The interaction energy is the energy of the pair less the energies of hydroxide and fluorosilane, each computed alone in the shape it has in the pair and with the pair's basis functions. A negative value means binding. At zero shift silicon and oxygen are about 1.7 Å apart, a covalent bond, so the pair is a five-coordinate silicate ion. The scan pulls it apart into two closed-shell fragments, to a silicon–oxygen distance of 3.4 Å. CCSD(T), the most complete treatment here, serves as the reference, and an error below means a level's value less the CCSD(T) value.

Interaction energy of OH⁻ and SiH₃F in the gas phase, computed with Ansatz 0.2.0 (def2-TZVPPD, counterpoise-corrected; cores frozen in MP2 and CCSD(T)). From the PBE0-D4/def2-TZVP minimum of the pair, SiH₃F is moved rigidly along the line between the fragments' mean atom positions; positive shifts move it away, and negative energies mean binding.

```
shift from the minimum (Å)  CCSD(T) (kcal/mol)  r2SCAN-D4 (kcal/mol)  HF (kcal/mol)  MP2 (kcal/mol)  MP2 less CCSD(T) (kcal/mol)
                    -0.171             -108.22               -113.21        -121.44         -107.48                         0.73
                    -0.085             -117.41               -121.72        -129.13         -116.76                         0.64
                     0.000             -120.28               -124.13        -130.52         -119.73                         0.55
                     0.085             -119.08               -122.64        -127.86         -118.62                         0.46
                     0.205             -113.32               -116.70        -120.19         -112.99                         0.33
                     0.427              -97.35               -100.88        -101.12          -97.22                         0.13
                     0.854              -66.85                -71.32         -66.66          -66.77                         0.08
                     1.708              -30.45                -37.43         -28.77          -29.66                         0.79
```

HF, MP2 and CCSD(T) differ in how they treat electron correlation, the way electrons avoid each other beyond the average repulsion that HF contains. Correlation lowers the energy of the pair, but also that of the separate fragments, and only the difference enters the interaction. Hydroxide has its negative charge crowded on one small oxygen atom, where correlation is strong. When the bond forms, some of this charge moves towards the silane, and occupied orbitals of each partner block excitations of the other. These effects are a plausible reason, not tested here, why the bonded pair gains less from correlation than its separate parts do. HF, which leaves correlation out, misses this loss and binds too strongly by 10 kcal/mol at the minimum.

Far apart, this loss fades and a weaker attraction remains. Correlation now adds dispersion and changes how easily each partner is polarised by the other. These are the expected reasons why HF binds too weakly in the outermost row, by 1.7 kcal/mol. Between the two regimes its error passes through zero, near a shift of 0.83 Å. A test at 0.854 Å alone would make HF look excellent, although the agreement there only marks the crossing.

This change of sign matters most when two points of the curve are compared. Going from the minimum to the outermost row costs 89.8 kcal/mol with CCSD(T). HF is too deep at the start and too shallow at the end, so its two errors add up:

10.24 + 1.68 = 11.92 kcal/mol

The position of the minimum suffers as well. The loss of correlation grows as the partners approach, which acts like an extra repulsion and pushes the minimum outward. HF lacks this push and puts the minimum about 0.03 Å too short, as parabolas through the three points around it show. That is a small error for a bond length, and it comes from the same source as the large error in the energy.

r2SCAN-D4 includes correlation through its density functional, but it also replaces the exact exchange of HF by an approximate one, and its pattern of error is different. It binds too strongly in every row, by 3.4 to 7.0 kcal/mol, and worst at the largest distance. A likely cause is delocalisation error, the tendency of such functionals to favour charge spread over both partners; these data do not test it. Because the error has the same sign at both ends of the climb, much of it cancels, and 3.1 kcal/mol remains. The minimum lies within 0.01 Å of the CCSD(T) one.

MP2 is the cheapest level here that computes correlation explicitly from excited electron pairs, and it stays within 0.8 kcal/mol of CCSD(T) in every row. It treats these pairs only to second order, without their further influence on each other. Suppose that, on balance, MP2 exaggerates the loss of correlation by a fixed fraction f. With C for the CCSD(T) value less the HF value, the MP2 correlation part is (1 + f) C, and subtracting C leaves the error:

MP2 less CCSD(T) = f C

A fit to the six rows with shifts up to 0.427 Å, where correlation clearly weakens the bond, gives f = 0.053. At the minimum C is 10.24 kcal/mol, so the estimate is:

0.053 × 10.24 = 0.54 kcal/mol

The table has 0.55, but this row was part of the fit. The rule describes the six rows clearly better than a constant offset does, but that is a weak test, since many quantities that shrink as the partners separate would do so too. The fraction itself falls steadily, from about 5.5 % at the shortest distance to about 3.4 % at 0.427 Å. The rule is therefore a rough summary of these rows and not a fixed property of MP2.

The rule breaks down in the outermost row, which was left out of the fit. There it predicts an error of about −0.1 kcal/mol, while the table has +0.79. MP2 finds only about half of the correlation attraction at this distance. Its very small error at 0.854 Å is thus no sign of special accuracy, since the whole correlation part nearly vanishes there. The printed output after this page gives the fit and its misses.

A higher place in the usual ranking of methods does not guarantee a smaller error. In the row of shortest distance, coupled cluster without triple excitations (CCSD) binds too strongly by 2.4 kcal/mol, while MP2 misses by only 0.7 in the other direction. MP2 also lacks triple excitations, but its exaggerated loss of correlation from pairs makes up for them. At this distance the fraction f is thus what remains of two larger errors that nearly cancel, and it does not measure the treatment of pairs alone. At this distance, then, the extra work of CCSD pays off only once the triples are added.

The choice depends on the accuracy needed. An error of 1 kcal/mol in a barrier changes a rate at room temperature by roughly a factor of five, so r2SCAN-D4 is too coarse for rates if errors like these carry over. It is adequate for locating the minimum on this rigid scan and for energies where several kcal/mol are tolerable. MP2 meets a target of 1 kcal/mol relative to CCSD(T) along the whole scan. HF is unsuitable for the interaction energy around the minimum, despite its good value near the crossing.

Cost separates the levels more sharply as systems grow. By formal scaling, doubling the system multiplies the work by about 32 for MP2 and 128 for CCSD(T); HF and r2SCAN-D4 grow more slowly. A sensible division of labour is to compute the curve with MP2 and to check it with CCSD(T) at the minimum and at a large distance. Both checks are needed, because the MP2 error has a different character in the two regions.

Two limits apply to the reference itself. The runs warn of large single excitations; at the shortest distance their overall size, adjusted for the number of electrons (the T1 diagnostic), is greatest in the hydroxide fragment, while the double excitations are small, so a treatment built on one determinant looks reasonable there. All levels also share one basis set of triple-zeta quality, so the closeness of MP2 and CCSD(T) is agreement within that basis and not absolute accuracy. Correlation computed from excited pairs converges slowly with the basis, so part of the r2SCAN-D4 error may belong to the reference. For a reaction energy, the energy released when the separated fragments relax must be included too, since here they keep the shape they have in the pair. For fluorosilane this shape is strongly distorted, with fluorine and one hydrogen on opposite sides of silicon, so the bond is weaker than the interaction energy suggests.

Numerical output:

```
Errors against CCSD(T) and correlation parts in kcal/mol:
     row  Si-O distance (Å)  HF error  r2SCAN-D4 error  CCSD(T) less HF  MP2 less HF
  -0.171               1.54    -13.22            -4.99            13.22        13.96
  -0.085              1.624    -11.72            -4.31            11.72        12.37
     0.0              1.708    -10.24            -3.85            10.24        10.79
   0.085              1.792     -8.78            -3.56             8.78         9.24
   0.205               1.91     -6.87            -3.38             6.87          7.2
   0.427              2.129     -3.77            -3.53             3.77          3.9
   0.854              2.553      0.19            -4.47            -0.19        -0.11
   1.708              3.402      1.68            -6.98            -1.68        -0.89
fit of err on 6 rows (x < 0.5): coefficient of corr 0.05325 +/- 0.0016; rms 0.0349, worst 0.427 0.0708, leave-one-out rms 0.0383
  rows outside the fit (model, value, miss): 0.854 -0.01012, 0.08, -0.0901; 1.708 -0.08946, 0.79, -0.879
rms left by a constant MP2 offset in the same six rows (kcal/mol): 0.1992
MP2 share of the correlation attraction at 1.708 Å (%): 52.98
shift at which HF and CCSD(T) cross, linear interpolation (Å): 0.8335
r2SCAN-D4 overbinding at 1.708 Å (% of CCSD(T)): 22.92
climb from 0 to 1.708 Å with CCSD(T) (kcal/mol): 89.83
error of that climb with HF (kcal/mol): 11.92
error of that climb with r2SCAN-D4 (kcal/mol): -3.13
error of that climb with MP2 (kcal/mol): 0.24
position of the minimum, HF less CCSD(T) (Å): -0.03077
position of the minimum, r2SCAN-D4 less CCSD(T) (Å): -0.007413
CCSD without triples less CCSD(T) at -0.171 Å (kcal/mol): -2.409
D4 part of the interaction at -0.171 Å (kcal/mol): -0.3734
formal cost factor of MP2 for a doubled system: 32
formal cost factor of CCSD(T) for a doubled system: 128
```
